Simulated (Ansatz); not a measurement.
# Strength of the Sn–H bond: SnH4 → SnH3 + H

Species: SnH4 `[SnH4]`, singlet; SnH3 `[SnH3]`, doublet; H atom, doublet. 

Shapes, held fixed at every level: PBE0-D4/def2-TZVP. Programs: Ansatz 0.2.0. The zero-point and thermal change to 298 K, harmonic and unscaled (PBE0-D4/def2-TZVP), is -16.3 kJ/mol.

```tsv
level	kind	ΔH(298 K) (kJ/mol)	less CCSD(T)/def2-TZVPP
HF/def2-SVP	Hartree–Fock	+233.8	-85.1
B3LYP-D4/def2-TZVPP	global hybrid	+314.5	-4.4
PBE0-D4/def2-TZVPP	global hybrid	+305.8	-13.1
wB97M-V/def2-TZVPP	range-separated hybrid	+317.1	-1.8
MP2/def2-SVP	perturbation theory	+290.8	-28.1
MP2/def2-TZVPP	perturbation theory	+307.7	-11.2
CCSD/def2-TZVPP	coupled cluster or CI	+317.3	-1.6
CCSD(T)/def2-TZVPP	coupled cluster or CI	+318.9	0.0
```

The highest level, CCSD(T)/def2-TZVPP, gives ΔH(298 K) = +318.9 kJ/mol; the levels span +233.8 to +318.9. The column of differences is taken from that level and isn't an error. Hartree–Fock misses the correlation of the pair that is broken and comes out low. No measured value is set beside it here. Open shells run unrestricted unless RO is named. For atoms past krypton def2 sets carry core potentials with scalar relativity. Correlated rows may include outer-core shells of Sn, which these sets cover unevenly.

Breaking the first Sn–H bond of stannane costs +318.9 kJ/mol at the highest level, a modest value for a bond to hydrogen. The diffuse 5s and 5p orbitals of tin overlap poorly with the compact hydrogen 1s orbital, which is also why the M–H bond weakens down group 14 and why stannanes are good hydrogen-atom donors.

Electron correlation contributes much of the bond energy, because the bonding pair is present only in the intact molecule. The Hartree–Fock shortfall also contains a basis-set part, but MP2 in the same small basis already recovers most of it, so missing correlation dominates. CCSD lies only 1.6 kJ/mol below CCSD(T), which suggests that a single reference describes both the hydride and the radical well. Among the hybrids, wB97M-V comes closest to the coupled-cluster value and PBE0-D4 binds least, though one reaction can't rank them for tin hydrides in general. The rise in MP2 with the larger basis suggests that the coupled-cluster value, too, may not be converged with basis size.
